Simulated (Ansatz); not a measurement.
## Ligand exchange: GeH2(CH3)Br + CH2ClF → GeH2(CH3)Cl + CH2BrF

Species: GeH2(CH3)Br, singlet; CH2ClF (chlorofluoromethane) `FCCl`, singlet; GeH2(CH3)Cl, singlet; CH2BrF (bromofluoromethane) `FCBr`, singlet. The partners trade Br for Cl: Ge–Br and C–Cl bonds give way to Ge–Cl and C–Br.

Shapes, held fixed at every level: PBE0-D4/def2-TZVP. Programs: Ansatz 0.2.0. The zero-point and thermal change to 298 K, harmonic and unscaled (PBE0-D4/def2-TZVP), is -0.6 kJ/mol.

Question: Estimate ΔH(298 K) of this reaction.

Answer: The highest level, CCSD(T)/def2-TZVPP, gives ΔH(298 K) = +4.2 kJ/mol; the levels span +4.2 to +10.4. The column of differences is taken from that level and isn't an error. No measured value is set beside it here. Relativity is left out for Br, Ge unless named. Correlated rows may include outer-core shells of Br, Ge, which these sets cover unevenly.

```csv
level,kind,ΔH(298 K) (kJ/mol),less CCSD(T)/def2-TZVPP
r2SCAN-D4/def2-TZVPP,meta-GGA,+5.1,+0.9
PBE0-D4/def2-TZVPP,global hybrid,+7.1,+2.9
wB97M-V/def2-TZVPP,range-separated hybrid,+6.1,+1.9
MP2/def2-SVP,perturbation theory,+10.4,+6.2
MP2/def2-TZVPP,perturbation theory,+4.3,+0.1
CCSD/def2-TZVPP,coupled cluster or CI,+4.7,+0.5
CCSD(T)/def2-TZVPP,coupled cluster or CI,+4.2,0.0
```

The exchange is close to thermoneutral, with every level placing it slightly uphill; CCSD(T) gives +4.2 kJ/mol. Chlorine binds more strongly than bromine to both carbon and germanium, so the enthalpy is a small difference between two similar preferences. Bond polarity alone would favour chlorine on the more electropositive germanium. The opposing term is probably overlap: carbon's compact valence orbitals lose more on going from chlorine to bromine than germanium's diffuse ones do, and fluorine on the same carbon may shift the balance further.

The basis set matters more here than the treatment of correlation. MP2 falls from +10.4 to +4.3 kJ/mol between the two sets, probably because the smaller one describes the polarisation of the four carbon–halogen and germanium–halogen bonds unevenly, whereas adding perturbative triples to CCSD changes little. The close agreement of MP2 and coupled cluster in the larger basis doesn't test the basis-set error they share, so the near-thermoneutrality is better supported than the endothermic sign.
